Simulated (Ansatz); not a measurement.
# The atomisation energy (no zero-point term) down a group: O to Se

One atom is swapped for its congeners: GeH2(OH); GeH2(SH); GeH2(SeH). All are doublets with charge 0.

Shapes, held fixed at every level: PBE0-D4/def2-TZVP. Flexible molecules stand in one conformer, not always the lowest. Programs: Ansatz 0.2.0. Values in eV.

**Question.** How should the atomisation energy change along the series?

**Answer.** At CCSD(T)/def2-TZVPP the atomisation energy falls at every step, from 14.05 to 11.70 eV. Every level shows the same order. Open shells run unrestricted unless RO is named. Relativity is left out for Ge, Se unless named. Correlated rows may include outer-core shells of Ge, Se, which these sets cover unevenly. Spin-orbit coupling, which grows down the group, is left out (summed over each molecule's free atoms 0.13, 0.14, 0.24 eV).

```tsv
level	GeH2(OH)	GeH2(SH)	GeH2(SeH)
SPW92/def2-TZVPP	16.60	14.44	13.77
PBE-D4/def2-TZVPP	14.43	12.63	11.96
BHLYP-D4/def2-TZVPP	13.72	12.26	11.62
wB97X-V/def2-TZVPP	14.37	12.70	11.99
MP2/def2-TZVPP	14.16	12.15	11.50
CCSD/def2-TZVPP	13.83	12.11	11.51
CCSD(T)/def2-TZVPP	14.05	12.30	11.70
```

The loss of binding down the group is uneven: replacing oxygen with sulfur costs far more than replacing sulfur with selenium, at every level. Since the GeH2 unit is common to all three radicals, the trend mainly reflects weaker bonds from the chalcogen to germanium and hydrogen. Oxygen's compact 2p shell and high electronegativity give short, strongly polar bonds. Sulfur and selenium bond through larger, more diffuse valence p orbitals with less ionic stabilisation, and they resemble each other because the filled 3d shell of selenium screens its nuclear charge poorly and limits its growth in size.

The local density functional overbinds throughout, most strongly for the oxygen compound, and so exaggerates the first step. Perturbative triples raise all three energies by similar amounts, so they matter more for the absolute values than for the trend. MP2 lies above CCSD(T) for oxygen but below it for sulfur and selenium, so its close absolute agreement doesn't carry over fully to the differences. These totals can't apportion the weakening between the germanium–chalcogen and chalcogen–hydrogen bonds.
